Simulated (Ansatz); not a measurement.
**Abstraction of Br: Mg(CH3)Br + CHF2 → CH3Mg + CHBrF2**

Species: Mg(CH3)Br, singlet; CHF2 `F[CH]F`, doublet; CH3Mg `[CH3][Mg]`, doublet; CHBrF2 `FC(F)Br`, singlet. A radical takes Br: the energy is the difference in strength between the Mg–Br bond broken and the C–Br bond made.

Shapes, held fixed at every level: PBE0-D4/def2-TZVP. Programs: Ansatz 0.2.0. The zero-point and thermal change to 298 K, harmonic and unscaled (PBE0-D4/def2-TZVP), is +2.2 kJ/mol.

**Question.** Estimate ΔH(298 K) of this reaction.

**Answer.** The highest level, CCSD(T)/def2-TZVPP, gives ΔH(298 K) = +123.8 kJ/mol; the levels span +104.3 to +175.6. The column of differences is taken from that level and isn't an error. No measured value is set beside it here. Open shells run unrestricted unless RO is named. Relativity is left out for Br unless named. Correlated rows may include outer-core shells of Br, Mg, which these sets cover unevenly.

```
               level                   kind  ΔH(298 K) (kJ/mol)  less CCSD(T)/def2-TZVPP
         HF/def2-SVP           Hartree–Fock              +175.6                    +51.8
   PBE-D4/def2-TZVPP                    GGA              +104.3                    -19.5
r2SCAN-D4/def2-TZVPP               meta-GGA              +130.8                     +7.0
 B3LYP-D4/def2-TZVPP          global hybrid              +124.0                     +0.2
        MP2/def2-SVP    perturbation theory              +140.6                    +16.8
    CCSD(T)/def2-SVP  coupled cluster or CI              +141.5                    +17.7
       CCSD/def2-SVP  coupled cluster or CI              +147.8                    +24.0
  CCSD(T)/def2-TZVPP  coupled cluster or CI              +123.8                      0.0
```

Bromine transfer from magnesium to carbon is strongly endothermic at every level, so the Mg–Br bond is much the stronger of the two. Magnesium is electropositive and gives bromine a highly polar, largely ionic bond, whereas the C–Br bond in CHBrF2 is mainly covalent and gains far less from charge transfer. Abstraction also leaves magnesium formally as Mg(I), with the unpaired electron in a diffuse 3s/3p hybrid, giving up the favourable Mg(II) state.

In the def2-SVP basis, the reaction energy falls from +175.6 kJ/mol with Hartree–Fock to +141.5 with CCSD(T), probably because correlation strengthens the covalent C–Br bond more than the ionic Mg–Br bond. Enlarging the basis lowers the CCSD(T) value further to +123.8, a shift large enough that the near-coincidence of B3LYP-D4 with this result doesn't establish its accuracy. The sign is secure, and the reverse reaction, bromine abstraction from CHBrF2 by CH3Mg, is correspondingly favourable in enthalpy. These gas-phase energies don't show how ether coordination to magnesium would alter the balance.
